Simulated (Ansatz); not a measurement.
Ligand exchange: IBr + SiH2(CH3)(OH) → HOI + SiH2(CH3)Br

Species: IBr (iodine monobromide), singlet; SiH2(CH3)(OH), singlet; HOI (hypoiodous acid) `OI`, singlet; SiH2(CH3)Br, singlet. The partners trade Br for OH: I–Br and Si–OH bonds give way to I–OH and Si–Br.

Shapes, held fixed at every level: PBE0-D4/def2-TZVP. Flexible molecules stand in one conformer, not always the lowest. Programs: Ansatz 0.2.0. The zero-point and thermal change to 298 K, harmonic and unscaled (PBE0-D4/def2-TZVP), is -1.8 kJ/mol.

Q: Estimate ΔH(298 K) of this reaction.

A: The highest level, CCSD(T)/def2-TZVPP, gives ΔH(298 K) = +94.5 kJ/mol; the levels span +94.1 to +108.9. The column of differences is taken from that level and isn't an error. No measured value is set beside it here. For atoms past krypton def2 sets carry core potentials with scalar relativity. Relativity is left out for Br unless named. Correlated rows may include outer-core shells of Br, I, which these sets cover unevenly. Times are processor times on shared x86 and Arm servers, and rough.

```tsv
level	kind	ΔH(298 K) (kJ/mol)	less CCSD(T)/def2-TZVPP	CPU time (sum over the molecules)
SPW92/def2-TZVPP	LDA	+94.1	-0.4	9.6 s
B3LYP-D4/def2-TZVPP	global hybrid	+100.7	+6.2	20 s
BHLYP-D4/def2-TZVPP	global hybrid	+108.9	+14.4	20 s
wB97M-V/def2-TZVPP	range-separated hybrid	+96.9	+2.4	42 s
wB97X-V/def2-TZVPP	range-separated hybrid	+94.4	-0.1	32 s
MP2/def2-SVP	perturbation theory	+97.3	+2.8	–
CCSD(T)/def2-SVP	coupled cluster or CI	+97.6	+3.1	16 s
CCSD(T)/def2-TZVPP	coupled cluster or CI	+94.5	0.0	2.9 min
```

The exchange is strongly endothermic at every level, so the bonding preference for IBr and the silanol is beyond doubt, even though its exact size is not. The cause lies mainly at silicon. The Si–O bond is short, strong and highly polar, reinforced by oxygen lone-pair donation into σ* orbitals on silicon, and the longer Si–Br bond recovers only part of its strength. Replacing I–Br by the more polar I–O bond gives some energy back, but far too little, since iodine's diffuse valence orbitals overlap poorly with the compact ones of oxygen.

In the small basis, MP2 and CCSD(T) nearly coincide, while enlarging the basis lowers the coupled-cluster value by 3.1 kJ/mol, so basis incompleteness probably matters more here than correlation beyond second order. The close agreement of LDA likely reflects cancellation between the bonds broken and formed, not accurate individual bond energies. With two molecules on each side, entropy is unlikely to overturn the preference in the gas phase.
